Shortening two of a cubic crystal's three axes by 1 % removes about 2 % of its volume and leaves the cell about 1 % taller than it is wide. The crystal answers both changes at once. Volume counts for much more than shape on this path, so a metal that resists compression strongly can show a deep energy well here even if it gives way to a pure change of shape. Face-centred cubic tantalum is such a case.

For a small strain $e$ of the x and y axes, with z held, the volume term per unit volume is $\tfrac12 B(2e)^2$, where $B$ is the bulk modulus. Measured from their average, the three axis strains are $e/3$, $e/3$ and $-2e/3$. Their squares add up to $2e^2/3$, which the shear modulus $C'$ multiplies. The energy change per atom is therefore

$$\Delta E \approx V_0\left(2B+\tfrac23 C'\right)e^2 ,$$

with $V_0$ the volume of an atom in the undisturbed crystal. The undisturbed crystal has space group Fm-3m; every strained row is tetragonal. Bulk stiffness weighs three times as heavily as shear stiffness.

Fcc tantalum (a = 4.176 Å unstrained) with x and y strained equally and z held, computed with Ansatz 0.2.0 (plane-wave DFT, PAW, PBEsol, scalar-relativistic, no spin polarisation). Cutoff 420 eV, 24×24×24 k mesh, Gaussian smearing of 0.15 eV. Energies are free energies relative to the unstrained cell; tensile stress is the sum of xx and yy; pressure is positive in compression.

| strain | energy change (meV/atom) | tensile stress along pattern (GPa) | pressure (GPa) |
| --- | --- | --- | --- |
| -0.1 | 481.4 | -106.84 | 60.01 |
| -0.075 | 254.9 | -69.76 | 40.35 |
| -0.05 | 108.8 | -41.35 | 24.34 |
| 0 | 0.0 | -0.32 | 0.16 |
| 0.025 | 23.6 | 16.21 | -9.12 |
| 0.05 | 92.2 | 29.79 | -16.69 |
| 0.075 | 199.4 | 40.92 | -22.75 |
| 0.1 | 340.8 | 50.28 | -27.52 |

**From −0.1 to −0.05: the crystal under compression.** The column of tensile stress along the pattern adds the stresses on x and y, so at −0.1 each of these axes carries half of −106.84 GPa, or −53.4 GPa. The pressure is minus the mean of all three axis stresses, which leaves $-3\times60.01+106.84=-73.2$ GPa for z. The axis whose length has not changed is thus pressed harder than the two that were shortened. In a cubic crystal that is stable against this change of shape, small strains give the opposite order.

This reversed order means that the change of shape, becoming taller than wide, by itself lowers the energy. Adding up the work of the stresses from zero strain to −0.1 gives a cost of about 563 meV for the loss of volume and a gain of about 75 meV from the change of shape. The computed energy change, 481 meV, is what remains, apart from a few meV of error in the step-by-step sum. The shape gain lowers the wall of the well but comes nowhere near removing it.

**At zero strain: a minimum on this path only.** The stresses at strains of ±0.05 and ±0.1, extrapolated to zero, give $B\approx201$ GPa and $C'\approx-87$ GPa. The sign of $C'$ is firm, but its size is loose: dividing the difference of the x and z stresses by $2e$ gives about −110 GPa from the row at −0.05 alone and about −61 GPa from the row at 0.025 alone, with no row between −0.05 and zero. The negative $C'$ says that fcc tantalum would lower its energy by a tetragonal distortion at constant volume. The well in the table is therefore no proof that the structure is stable. Band theory, not this scan, traces this weakness to the partly filled d band of tantalum, which favours the body-centred cubic structure. That structure would need a height-to-width ratio of 0.71, well beyond the 0.91 of the last row.

**From 0.025 to 0.1: the crystal under tension.** The z axis again carries the larger stress, now a pull, so the change of shape, now towards a flatter cell, again lowers the energy by itself. The volume cost again outweighs this gain, and the energy rises in every row. It rises less than under compression, however, reaching 341 meV at 0.1.

The formula shows how much of this a constant stiffness can explain. Its bracket is $2\times200.6-\tfrac23\times86.8\approx343$ GPa, and $V_0$ is 18.20 Å³. With 1 eV/Å³ = 160.2 GPa, a strain of 0.1 in either direction costs

$$\Delta E\approx\frac{18.20\times343\times0.1^2}{160.2}\ \text{eV}\approx 0.39\ \text{eV}.$$

The computed energy is about 23 % above this estimate at −0.1 and about 13 % below it at 0.1. The stresses of these two rows helped to set the moduli, but their energies did not.

What the estimate mainly lacks is a stiffness that changes with volume. The shape gain, 75 meV at −0.1 and 38 meV at 0.1 against 66 meV in the estimate, works the other way and is the smaller effect. As atoms are pushed together, the repulsion between them climbs steeply; as they are drawn apart, the bonding that holds them fades. The scan does not test this cause separately, but the stresses have the form it predicts: the stress along the pattern changes more slowly with strain in each successive interval. It is still rising at 0.1, so the scan stops short of the greatest stress on this path.

The pressures make the same point more strongly, with 60.0 GPa at one end against −27.5 GPa at the other. A Birch–Murnaghan curve, which ties pressure to volume alone, was fitted to all eight rows with two constants and follows them to about 0.1 GPa, as the output below shows. The energy is less lopsided than the pressure mainly because it accumulates work from zero strain outwards, and the first steps on the two sides are nearly alike. Geometry adds to this: the work per unit strain is the stress along the pattern times $V_0(1+e)$, which weights the stress by 0.9 at −0.1 and by 1.1 at 0.1. Energy and pressure run smoothly through all rows. The shape part of the stress is less regular: the ratio of z to x stress is largest at −0.05, and the excess pull on z hardly grows from 0.075 (6.9 GPa) to 0.1 (7.1 GPa). Such levelling is expected on the way towards the body-centred shape, where the three stresses must again be equal.

The same counting shows what to expect if only one axis of this crystal is strained. The energy per unit volume is then $\tfrac12\left(B+\tfrac43C'\right)e^2$, in which shape weighs more heavily than volume. With the moduli above, the factor before $e^2$ drops from 343 GPa to roughly 42 GPa. This factor is a small difference and inherits the looseness of $C'$: the two single-row values above would give about 27 and 60 GPa. For small strains the well is thus expected to survive but to be several times shallower, and the weakness that two-axis strain conceals comes close to the surface.

Output of the analysis:

```
Shape, stresses and split of the work:
     row    V/V0     c/a  x stress GPa  z stress GPa  z/x stress  volume work meV  shape work meV
    -0.1    0.81   1.111        -53.42        -73.19        1.37            563.3          -75.24
  -0.075  0.8556   1.081        -34.88        -51.29        1.47            303.9          -44.03
   -0.05  0.9025   1.053        -20.68        -31.67       1.532            132.2          -19.78
     0.0       1       1         -0.16         -0.16           1                0               0
   0.025   1.051  0.9756         8.105         11.15       1.376            26.09          -2.955
    0.05   1.103  0.9524         14.89         20.28       1.362            102.4          -11.26
   0.075   1.156  0.9302         20.46         27.33       1.336            221.6          -23.61
     0.1    1.21  0.9091         25.14         32.28       1.284            377.1          -38.03
Largest miss of summed work against energy change, meV/atom: 6.634
C11, C12, bulk modulus B, extrapolated to zero strain, GPa: 84.89, 258.4, 200.6
Shear modulus C' extrapolated, and from strains of 0.05 alone, GPa: -86.77, -81.9
Volume term 2B and shape term 2C'/3 of the energy curvature, GPa: 401.2, -57.85
Hooke energy at strain 0.1 of either sign, meV/atom: 390
Energy at -0.1 over energy at +0.1: 1.413
Pressure size at -0.1 over that at +0.1: 2.181
Slope of stress column in first and last interval, GPa: 1483, 374.4
fit of pressure on 8 rows: coefficient of t1 192.1 +/- 3.3; rms 1.38, worst 0.1 2.5, leave-one-out rms 1.83
fit of pressure on 8 rows: coefficient of t1 200.5 +/- 0.41, coefficient of t2 -125.1 +/- 4.2; rms 0.114, worst -0.075 0.18, leave-one-out rms 0.202
Effective B' of the two-constant curve: 3.376
```
